The row with zero pressure

At an axial ratio of 1.05 the pressure is 0.00 GPa, which looks like the mark of a crystal at rest. Yet this row lies 11.8 meV/atom above the row at 1, where the pressure is −0.31 GPa. The row that seems relaxed is strained, and the row under tension is the lowest in energy.

Wurtzite MgS (4-atom cell, a = 4.035, c = 6.432 Å, not relaxed at this level) is strained along c at fixed volume and fractional coordinates. Ansatz 0.2.0 ran scalar-relativistic PBEsol with plane-wave PAW, no spin polarisation, a 420 eV cutoff, a 9×9×4 k mesh and 0.05 eV Gaussian smearing. Energies are relative to the starting cell; pressure is positive in compression.

```
axial ratio (over its starting value)  energy change (meV/atom)  pressure (GPa)  gap on mesh (eV)
                                 0.85                     131.9            1.66             3.030
                                 0.92                      30.9            0.06             3.130
                                 0.96                       6.5           -0.28             3.200
                                    1                       0.0           -0.31             3.268
                                 1.05                      11.8            0.00             3.339
                                  1.1                      40.6            0.62             3.240
                                  1.2                     134.0            2.48             2.836
```

The axial ratio is the length along the c axis divided by the length across it, relative to the starting cell. The volume stays fixed, so a squeeze along c widens the crystal across it. Pressure is the average of the stresses in three directions, counted positive when the crystal pushes outward. An average can vanish while its parts do not. At 1.05 the crystal pulls inward along c with 3.12 GPa and pushes outward with 1.57 GPa in each of the two directions across, and the three cancel.

What the energy responds to

At fixed volume, energy follows the difference between the stresses, not their average. Let s be the natural logarithm of the axial ratio. For a small change ds, the c axis lengthens by the fraction 2ds/3 and each direction across shrinks by ds/3. With V the volume per atom, σc the stress along c and σa the stress across it, the work done on the crystal gives

dE/ds = −(2/3) V (σc − σa)

The step from 1 to 1.05 shows the size. Here V is 22.67 Å³, and 1 eV/Å³ equals 160.2 GPa.

At 1.05: σc − σa = −3.12 − 1.57 = −4.69 GPa
Slope at 1.05: (2/3) × 22.67 × 4.69 / 160.2 = 0.443 eV/atom
Slope at 1, by the same formula: 0.032 eV/atom
Energy of the step: ½ × (0.443 + 0.032) × 0.0488 = 0.0116 eV/atom

The result, 11.6 meV/atom, agrees with the 11.8 in the table. No constant was adjusted. Stress and energy come from the same calculation, so the agreement shows that they are consistent and does not by itself explain the stiffness. Averaging the slope at the two ends works least well over wide steps; the largest miss is about 1.2 meV/atom, in the step of 101 meV/atom between 0.85 and 0.92.

One bond against three

The bonds suggest a reason for the stiffness. Each atom in wurtzite has one neighbour along c, the axial bond, and three within its own buckled layer, the basal bonds. At 0.85 the single axial bond has shortened by about 10 %. At 1.2 the three basal bonds have shortened by only about 4 %, because the two directions across share the squeeze, and the stretch along c lengthens these slightly tilted bonds a little.

The two end rows cost almost the same, 131.9 and 134.0 meV/atom, so the energy well looks symmetric. It is not, for 0.85 is the smaller deformation on the logarithmic scale. Interpolation between the rows at 1.1 and 1.2 puts a stretch of equal size at about 109 meV/atom, so the squeeze costs about a fifth more. If the bonds were simple springs, a small squeeze and an equal stretch would cost the same, whichever bonds shorten. But the repulsion between electron shells climbs ever more steeply as atoms approach, so one bond shortened strongly should cost more than three shortened mildly.

Close to the start the order seems reversed: the row at 1.05 looks too costly beside the one at 0.96, even allowing for its larger strain. The starting cell was not relaxed at this level of theory, and the symmetry of wurtzite does not fix its axial ratio. The slope at 1 and the curvature from the two neighbouring rows place the minimum near 0.9965. This small offset adds energy on the stretched side and removes it on the squeezed side. Once it is taken out, every squeezed row is stiffer than every stretched one.

Why the pressure rises both ways

The same steep repulsion can account for the pressure. At 0.85 the push along c is 14.24 GPa, while the two directions across pull with 4.63 GPa each. The push wins, and the average is positive. At 1.2 the roles are exchanged: two directions push with 7.21 GPa each against a single pull of 6.98 GPa.

The average bond length does not explain this. It is slightly longer at both ends than at the start, which on its own would suggest an inward pull. The spread of the bond lengths can explain it, since a shortened bond gains more repulsion than an equally lengthened one loses. The row at 1.05 now makes sense: the strain has added just enough outward push to cancel the tension of the starting cell. But the account misses the order of the two sides. The pressure reaches 0.62 GPa at 1.1 and only 0.06 GPa at 0.92, a wider gap than the slightly larger strain at 1.1 would give, although the squeeze is the stiffer side in energy. One strongly shortened bond would suggest the reverse, so the repulsion argument does not settle how large the pressure is. For a crystal of another structure under such a strain, the first question is which bonds shorten, and by how much.

No second valley on this path

The energy slope changes sign only once along the rows, so they show a single valley. That result belongs to a path on which the atoms keep their fractional positions. At 0.85 each atom feels a force of 1.90 eV/Å along c. The short axial bond should push its two ends apart and so flatten the buckled layers, but the scan holds them in place. Letting the atoms move would lower the strained rows and soften the well. A valley with flat layers could appear only on such a relaxed path.

Why the gap peaks off centre

The gap is largest at 1.05, not at the energy minimum. It depends on the edges of the filled and empty bands, whereas the total energy depends on all the filled states. A likely cause of the peak is a change at the top of the filled band, which in MgS consists mainly of sulfur p states. A squeeze along c raises the state pointing along the axis, and a stretch raises the pair lying across it. The gap would then be widest near the point where they are level.

This picture is untested here, and it cannot be complete. Relative to their common average, the single state should move twice as far as the pair, which would make the gap fall faster on the squeezed side. The table shows the opposite: from the peak, the gap falls by 0.31 eV to the row at 0.85 and by 0.50 eV to the row at 1.2. The edge of the empty band probably shifts as well. The k mesh can miss the true band edges, so the exact place of the peak is less certain than the fall on either side, and PBEsol gaps are generally too small.
